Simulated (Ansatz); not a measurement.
# YPb₃: pressure against volume per atom

Results calculated with Ansatz 0.2.0, not measured. Periodic Kohn-Sham DFT of a crystal at fixed atoms; pressure and stress are positive in compression; the energy is the free energy less that of spherical unpolarised free atoms; site moments are those in the method's own spheres, positive along +z.

Cell of the first row (space group Pm-3m, No. 221):
```
CELL_PARAMETERS angstrom
4.72450 0.00000 0.00000
0.00000 4.72450 0.00000
0.00000 0.00000 4.72450
ATOMIC_POSITIONS crystal
Y 0.00000 0.00000 0.00000
Pb 0.00000 0.50000 0.50000
Pb 0.50000 0.00000 0.50000
Pb 0.50000 0.50000 0.00000
```

Settings of every row: method frozen-core PAW; functional PBEsol; relativity scalar; k mesh 8x8x8; filling fermi-dirac; smearing width 0.08 eV; wave cutoff 420 eV; paw set soft_2.

Atom start moment: 0 on all atoms.

Limits: PAW files made with PBE; no spin-orbit coupling on heavy atoms.

```
row  volume per atom (Å³)  pressure (GPa)
  1                26.365           3.342
  2                27.486           0.621
  3                28.047          -0.525
  4                28.328               ?
  5                29.169          -2.464
```

Question: what pressure should row 4 give?

Worked fit of pressure. Take u = (V_r/V)^(2/3) − 1 with V_r = 27.767 Å³ an atom, which is twice the finite (Eulerian) strain; such expansions in the strain, on which the Birch-Murnaghan equation of state is built, carry the rest volume and the bulk modulus. The shown rows have u = 0.03514, 0.0068, -0.00667, -0.03231. Least squares give pressure = 0.031 + 85.353 × u + 252.14 × u² GPa; a straight line predicts inner rows, each left out in turn, worse (root mean square 0.19 against 0.0043 GPa). The rows lie off it by 0.000, -0.002, 0.002, 0.000. The pressure vanishes at u = -0.0004, or V = 27.78 Å³ an atom, and there the bulk modulus at fixed shape and fractions is B = −V dP/dV = (2/3)(1 + u) dP/du = 56.8 GPa. The withheld row has u = -0.01325, so the fit gives 0.031 + 85.353 × (-0.01325) + 252.14 × (-0.01325)² = -1.056 GPa.

The calculation gave -1.052 GPa. The fit lies 0.004 GPa (0.069 % of the column's range) below it; its largest miss of a shown row is 0.002 GPa.
